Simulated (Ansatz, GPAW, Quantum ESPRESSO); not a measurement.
**BiTe: 4 runs at one level of theory**

```
Bi Te
1.0
     0.00000    3.23500    3.23500
     3.23500    0.00000    3.23500
     3.23500    3.23500    0.00000
Bi Te
1 1
Direct
  0.00000 0.00000 0.00000
  0.50000 0.50000 0.50000
```

Alike in all runs: task band structure; functional PBEsol; k mesh 7 × 7 × 7; occupations fermi-dirac, width 0.05 eV; no spin polarisation; no spin-orbit coupling. Pressure is positive in compression and, in plane waves, holds the error of the finite cutoff, which Ansatz's Pulay term estimates and takes out.

```
                               program and potentials  plane-wave cutoff (eV)                                                                                                                              notes  pressure (GPa)
                                   Ansatz, Ansatz PAW                     420  potentials made for PBE, which Ansatz adapts in part; 15.5 valence electrons an atom on average; Pulay term of +0.03 GPa included           -1.55
       Ansatz, all-electron LAPW, scalar-relativistic                       -                                                                                                                                  -           -1.53
    GPAW, PAW data sets generated for this functional                     600                                                                                          10.5 valence electrons an atom on average           -1.76
Quantum ESPRESSO, PseudoDojo 0.4.1 SR PBEsol standard                    1088                                                                                          15.5 valence electrons an atom on average           -1.50
```

The pressure spans -1.76 (GPAW, PAW data sets generated for this functional) to -1.50 GPa (Quantum ESPRESSO, PseudoDojo 0.4.1 SR PBEsol standard), with all-electron results at -1.53.

The functional is the same throughout but for its coding, so the spread measures potentials, basis and numerics; runs on potential files found faulty are left out.

All four runs put rocksalt BiTe under tension at this cell size, so the equilibrium volume for this functional is smaller than the one used. The sign is secure: the all-electron value is -1.53 GPa, and two of the potential-based runs, at -1.55 and -1.50 GPa, bracket it closely. GPAW stands apart at -1.76 GPa. Its smaller valence count suggests that a filled d shell on one of the elements is kept in the core, which removes that shell's response to the crystal environment. Incomplete plane-wave convergence of the stress could shift the pressure in the same direction, and these data do not separate the two.

In a simple ionic picture, BiTe has one electron more than is needed to fill the Te p shell. That electron enters Bi p-derived antibonding states, which weakens the bonding relative to PbTe-type compounds and favours metallic behaviour. A contraction of the cubic cell would relieve the tension, but the pressure alone does not show whether this structure is stable against distortion or layering.
